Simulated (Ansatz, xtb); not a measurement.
C2H9AlSe: which of two isomers lies lower

Structure a: `[CH3][AlH2-][SeH+]C`, a singlet. Structure b: `[CH3][AlH-]([CH3])[SeH2+]`, a singlet. Both are isolated molecules in the gas phase, relaxed with PBE0-D4/def2-SVP; the shapes shown needn't be the lowest conformers.

a (Å):

```xyz
13

C    -1.4072   -1.3385    0.8491
C     1.3970    0.4329   -0.9650
Al   -2.0041    0.2145   -0.2191
Se    0.1536    1.7357   -0.2264
H    -2.2384   -2.0589    0.9503
H    -0.5718   -1.8970    0.3940
H    -1.1113   -1.0597    1.8747
H    -3.0042    1.2705    0.4552
H    -2.0176    0.0775   -1.8215
H     0.5584    1.5582    1.1789
H     1.1207    0.3262   -2.0218
H     1.2793   -0.5306   -0.4557
H     2.4238    0.8082   -0.8799
```

b (Å):

```yaml
atoms:
  - { symbol: C, position_ang: [-1.4810, -1.3561, 0.9591] }
  - { symbol: C, position_ang: [0.3434, -0.1835, -1.6719] }
  - { symbol: Al, position_ang: [-1.1153, 0.0629, -0.3635] }
  - { symbol: Se, position_ang: [0.0627, 1.8328, 1.3297] }
  - { symbol: H, position_ang: [-2.0980, -1.0106, 1.8054] }
  - { symbol: H, position_ang: [-0.5634, -1.8094, 1.3717] }
  - { symbol: H, position_ang: [-2.0439, -2.1770, 0.4794] }
  - { symbol: H, position_ang: [-2.2991, 1.0839, -0.7369] }
  - { symbol: H, position_ang: [0.6424, 0.7548, -2.1689] }
  - { symbol: H, position_ang: [1.2475, -0.6323, -1.2254] }
  - { symbol: H, position_ang: [0.0198, -0.8698, -2.4750] }
  - { symbol: H, position_ang: [1.3732, 1.1700, 1.4318] }
  - { symbol: H, position_ang: [0.5548, 2.7414, 0.2827] }
```

Energies in hartree; the thermal terms are from GFN2-xTB frequencies at re-optimised GFN2-xTB minima (ideal gas, soft modes damped towards free rotors, one conformer each, 298.15 K, 1 atm) and include the zero-point energy:

```
                               a            b
E, CCSD(T)/def2-SVP  −2722.989923  −2723.002438
    E, MP2/def2-SVP  −2722.914959  −2722.927710
  E, MP2/def2-TZVPP  −2723.512579  −2723.523431
  zero-point energy      0.089665      0.087040
       H(298 K) − E      0.099949      0.098723
       G(298 K) − E      0.055382      0.050311
```

Question: Correct the CCSD(T) difference for the basis set by the MP2 change, then work out ΔE, ΔE₀, ΔH and ΔG for a → b in kcal/mol (1 Eh = 627.51 kcal/mol) and the equilibrium ratio [b]/[a].

Answer: 1. Differences b − a: CCSD(T) −0.012515, MP2 in the small set −0.012751, MP2 in the large set −0.010852 Eh.
2. ΔE = −0.012515 + (−0.010852 − (−0.012751)) = −0.010616 Eh = −6.66 kcal/mol.
3. ΔE₀ = ΔE + ΔZPE = −0.010616 + (−0.002625) Eh = −8.31 kcal/mol.
4. ΔH = ΔE + (−0.001226) Eh = −7.43 kcal/mol.
5. ΔG = ΔE + (−0.005071) Eh = −9.84 kcal/mol, so ΔS = (ΔH − ΔG)/T = +33.9 J/(mol K).
6. kT = 0.9442 mEh, so K = [b]/[a] = exp(−ΔG/kT) = exp(+16.61) ≈ 1.6 × 10^7.

Structure b is favoured at this temperature. An error of 1 kcal/mol in ΔG would change K by a factor of 5.4. GFN2-xTB gave ΔE the other sign. Mirror images and further conformers aren't counted.

As drawn, b has 1 C–Al, 1 Se–H in place of 1 C–Se, 1 Al–H.

Other levels gave ΔE = +12.1 (GFN2-xTB); −7.3 (HF/STO-3G, GFN2-xTB geometries); −7.0 (r2SCAN-D4/def2-SVP, GFN2-xTB geometries); −7.0 (PBE0-D4/def2-SVP); −7.0 (HF/def2-SVP); −8.0 (MP2/def2-SVP); −7.9 (CCSD(T)/def2-SVP) kcal/mol. The correlated steps freeze 16 core orbitals; the filled d shell of Se is correlated, in a basis made for valence electrons. Programs: Ansatz 0.2.0, xtb 6.7.1.

The preference for b is mainly electronic: ΔE is already −6.66 of the −9.84 kcal/mol in ΔG. Hartree–Fock in the small basis gives nearly the same difference as CCSD(T), so correlation isn't what decides the order. Both isomers are donor–acceptor complexes, of methaneselenol with methylalane in a and of hydrogen selenide with dimethylalane in b. Moving the methyl group from selenium to aluminium trades a rather weak C–Se bond for a stronger Se–H bond, while the exchange of Al–H for Al–C probably costs less than this gains. The dative bond pulls the other way, since methaneselenol is the better donor, and the Al–Se contact is indeed shorter in a. The looser contact in b, together with easier methyl rotation on aluminium, probably accounts for much of the entropy gain. The ratio describes equilibrium between these two complexes only; it says nothing about the barrier to methyl transfer, or about whether either complex would survive dissociation or loss of dihydrogen.
